Each cell of this BiTe crystal brings seven p electrons, three from bismuth and four from tellurium. Its six p orbitals form six bands, and the lower three can take six electrons. The seventh has to enter the upper three. The density of states shows this filling: with each row standing for a step of 0.4 eV, the rows up to −1.55 eV hold 6.0 electrons, and the sum reaches 7.0 at the Fermi level, as it must by the definition of that level. The cell is therefore a metal whose Fermi level lies one electron above a dip in the density.

Kohn-Sham density of states of BiTe (R-3m, 2 atoms per cell, conventional a = 4.822 Å, c = 9.891 Å) from Ansatz 0.2.0: scalar-relativistic r2SCAN, plane-wave PAW, no spin polarisation, 500 eV cutoff, k mesh 12×12×12, and 18×18×18 for the states. Tetrahedron method, averaged over 0.2 eV bins; energies are from the Fermi level, and Löwdin projections are summed over sites.

| energy (eV) | density of states total (states/eV/cell) | DOS Te 5p (states/eV/cell) | DOS Bi 6p (states/eV/cell) | DOS Te 5s (states/eV/cell) | DOS Bi 6s (states/eV/cell) |
| --- | --- | --- | --- | --- | --- |
| -7.95 | 0.000 | 0 | 0 | 0.00000 | 0.00000 |
| -7.55 | 0.000 | 0 | 0 | 0.00000 | 0.00000 |
| -7.15 | 0.000 | 0 | 0 | 0.00000 | 0.00000 |
| -6.75 | 0.000 | 0 | 0 | 0.00000 | 0.00000 |
| -6.35 | 0.000 | 0 | 0 | 0.00000 | 0.00000 |
| -5.95 | 0.130 | 0.07 | 0.06 | 0.00000 | 0.00000 |
| -5.55 | 0.520 | 0.28 | 0.24 | 0.00000 | 0.00000 |
| -5.15 | 0.780 | 0.42 | 0.34 | 0.01000 | 0.01000 |
| -4.75 | 1.530 | 0.85 | 0.64 | 0.01000 | 0.02000 |
| -4.35 | 1.570 | 0.89 | 0.62 | 0.02000 | 0.03000 |
| -3.95 | 1.390 | 0.81 | 0.52 | 0.02000 | 0.03000 |
| -3.55 | 1.750 | 1.06 | 0.62 | 0.03000 | 0.04000 |
| -3.15 | 1.660 | 1.04 | 0.53 | 0.03000 | 0.04000 |
| -2.75 | 1.950 | 1.32 | 0.52 | 0.03000 | 0.06000 |
| -2.35 | 1.640 | 1.23 | 0.30 | 0.02000 | 0.08000 |
| -1.95 | 1.430 | 1.15 | 0.18 | 0.01000 | 0.07000 |
| -1.55 | 0.670 | 0.55 | 0.06 | 0.00000 | 0.05000 |
| -1.15 | 0.190 | 0.03 | 0.14 | 0.01000 | 0.00000 |
| -0.75 | 0.610 | 0.06 | 0.49 | 0.04000 | 0.00000 |
| -0.35 | 1.130 | 0.16 | 0.87 | 0.06000 | 0.01000 |
| 0.05 | 1.280 | 0.23 | 0.95 | 0.06000 | 0.01000 |
| 0.45 | 1.330 | 0.29 | 0.92 | 0.06000 | 0.01000 |
| 0.85 | 1.150 | 0.32 | 0.73 | 0.04000 | 0.01000 |
| 1.25 | 1.120 | 0.35 | 0.68 | 0.03000 | 0.01000 |
| 1.65 | 1.130 | 0.38 | 0.66 | 0.03000 | 0.01000 |
| 2.05 | 1.190 | 0.42 | 0.69 | 0.02000 | 0.01000 |
| 2.45 | 1.320 | 0.48 | 0.74 | 0.02000 | 0.01000 |
| 2.85 | 1.470 | 0.51 | 0.74 | 0.01000 | 0.01000 |
| 3.25 | 1.480 | 0.49 | 0.67 | 0.01000 | 0.00000 |
| 3.65 | 1.390 | 0.42 | 0.55 | 0.01000 | 0.00000 |
| 4.05 | 1.070 | 0.23 | 0.30 | 0.00000 | 0.00000 |
| 4.45 | 1.060 | 0.13 | 0.17 | 0.00000 | 0.00000 |
| 4.85 | 0.900 | 0.04 | 0.05 | 0.00000 | 0.00000 |
| 5.25 | 0.850 | 0.01 | 0.01 | 0.00000 | 0.00000 |
| 5.65 | 0.830 | 0 | 0.01 | 0.00000 | 0.00000 |

The composition of the p states follows a simple pattern on either side of that dip. Let the Bi share be DOS Bi 6p divided by the sum of DOS Bi 6p and DOS Te 5p. It starts near one half at the bottom of the lower bands and falls to about 0.1 at −1.55 eV. At −1.15 eV it has jumped to about 0.8. It peaks near 0.9 at −0.75 eV and from there drifts back towards one half. The lower bands are thus not simply tellurium bands: only at their top are the p states nearly pure tellurium, while at the bottom they are an almost even mixture.

This pattern follows if electrons hop only between unlike neighbours. Let $a$ and $b$ be the amplitudes of a state of energy $E$ on Te and Bi, $e_{Te}$ and $e_{Bi}$ the energies of the p orbitals before they mix, and $V$ the hopping. Then

$$(E-e_{Bi})\,b = V a, \qquad (E-e_{Te})\,a = V^{*} b .$$

Multiplying the first equation by $b^{*}$ and the second by $a^{*}$ makes the right-hand sides complex conjugates of each other. The left-hand sides are real, so they are equal: $(E-e_{Bi})|b|^2=(E-e_{Te})|a|^2$. The hopping strength has dropped out, and the Bi share is

$$x_{Bi}=\frac{E-e_{Te}}{2E-e_{Te}-e_{Bi}} .$$

Far from both orbital energies the two atoms share a state almost equally, because the difference between them hardly matters there. Close to one of these energies the state belongs to that atom alone. Between the two energies the equation has no solution, so the model demands a clean gap.

In this model each orbital energy is the centre of that orbital's projected density. Within the listed window the centres lie at −1.56 eV for Te 5p and −0.26 eV for Bi 6p. For the row at 0.05 eV, next to the Fermi level, the share should be $(0.05+1.56)/(0.10+1.56+0.26)=1.61/1.92=0.84$. The calculation gives 0.81.

Over the 23 rows outside the gap that have appreciable p density, the share is missed by 0.02 on average. The worst case among them is −2.35 eV, where the model gives 0.27 and the calculation 0.20. The row at −1.55 eV is not judged, because it lies almost exactly on the Te centre, at the edge of the gap. The model would have pure tellurium there, while the calculation has a Bi share of about 0.1, a somewhat larger miss. The centres come from the same densities, the worked row included, so the average difference between the atoms is built in. The test lies in how the share runs from row to row. The printed output below lists the comparison for five of the rows.

The rows that break the pattern are those at −1.15, −0.75 and −0.35 eV. They lie between the two centres, where the model allows no states, yet together they hold about 0.8 states per cell. That is an eighth of the upper three bands and most of the seventh electron. The band energies of the same calculation show how deep the intrusion goes: at one of the sampled k points the upper bands come down to 1.3 eV below the Bi centre, which is the full width of the expected gap. At that same point the lower three bands lie between −2.6 and −2.4 eV. The gap has not closed there. It has narrowed to 0.8 eV and slid down, and the mean of all six bands lies about 1 eV below the midpoint of the two centres.

Hopping between unlike neighbours cannot cause such a slide. It drives the two sets of bands apart but leaves the mean of all six where it was, at every k point. The missing terms must therefore shift the energies of the sublattices themselves as k changes. Hopping between atoms of the same kind can do this. The energy of the bismuth sublattice is then no longer a single value but spreads into a band, whose lower part reaches into the gap. That fits the rows in question, whose states are mainly Bi 6p.

The hopping need not be direct. The overlap of neighbouring orbitals and the mixing with other shells are expected to act in a similar way, as an indirect link between like atoms. These data do not tell how much each contributes. A tight-binding model in which each term can be switched off would be needed to decide.

The same rows are also sensitive to what the calculation omits. Spin-orbit coupling is of the order of 1 eV for Bi 6p, comparable with the distance between the two centres, and it is absent here. The depth of the dip and the states at the Fermi level may therefore change markedly. They should not be carried over to real BiTe in any case, since that compound has a layered structure and this cell is a distorted rock salt.

A break of another kind appears at the high-energy end of the table. From 4.85 eV upwards the total density stays near 0.9 states per eV and cell, but the listed shells account for a tenth of it or less. The p bands have run out there, and other states, whose character the projections do not resolve, have taken over.

Printed output of the fit:

```
centre of Te 5p density, eV from Fermi level: -1.56
centre of Bi 6p density, eV from Fermi level: -0.2606
distance of the two centres, eV: 1.299
Te 5p states in the window, of 6 per cell: 5.688
Bi 6p states in the window, of 6 per cell: 5.6
Bi share of p states at -5.55 eV, computed: 0.4615
Bi share of p states at -5.55 eV, model: 0.43
Bi share of p states at -3.95 eV, computed: 0.391
Bi share of p states at -3.95 eV, model: 0.3931
Bi share of p states at -2.35 eV, computed: 0.1961
Bi share of p states at -2.35 eV, model: 0.2744
Bi share of p states at 0.05 eV, computed: 0.8051
Bi share of p states at 0.05 eV, model: 0.8383
Bi share of p states at 2.45 eV, computed: 0.6066
Bi share of p states at 2.45 eV, model: 0.5967
Bi share of p states at -1.55 eV, computed: 0.09836
Bi share of p states at -1.15 eV, computed: 0.8235
number of rows on which the model is judged: 23
mean absolute miss of the Bi share on these rows: 0.01832
largest absolute miss of the Bi share on these rows: 0.07832
states per cell in the rows -1.15 to -0.35 eV, where the model allows none: 0.772
electrons per cell in the rows up to -1.55 eV: 6.008
electrons per cell from the window's start to the Fermi level: 6.972
Te 5s part of the total density at -0.75 eV, percent: 6.557
part outside the listed shells at -0.75 eV, percent: 3.279
part outside the listed shells at 2.45 eV, percent: 5.303
part outside the listed shells at 4.85 eV, percent: 90
depth of the lowest listed upper-set level below the Bi 6p centre, eV: 1.302
```
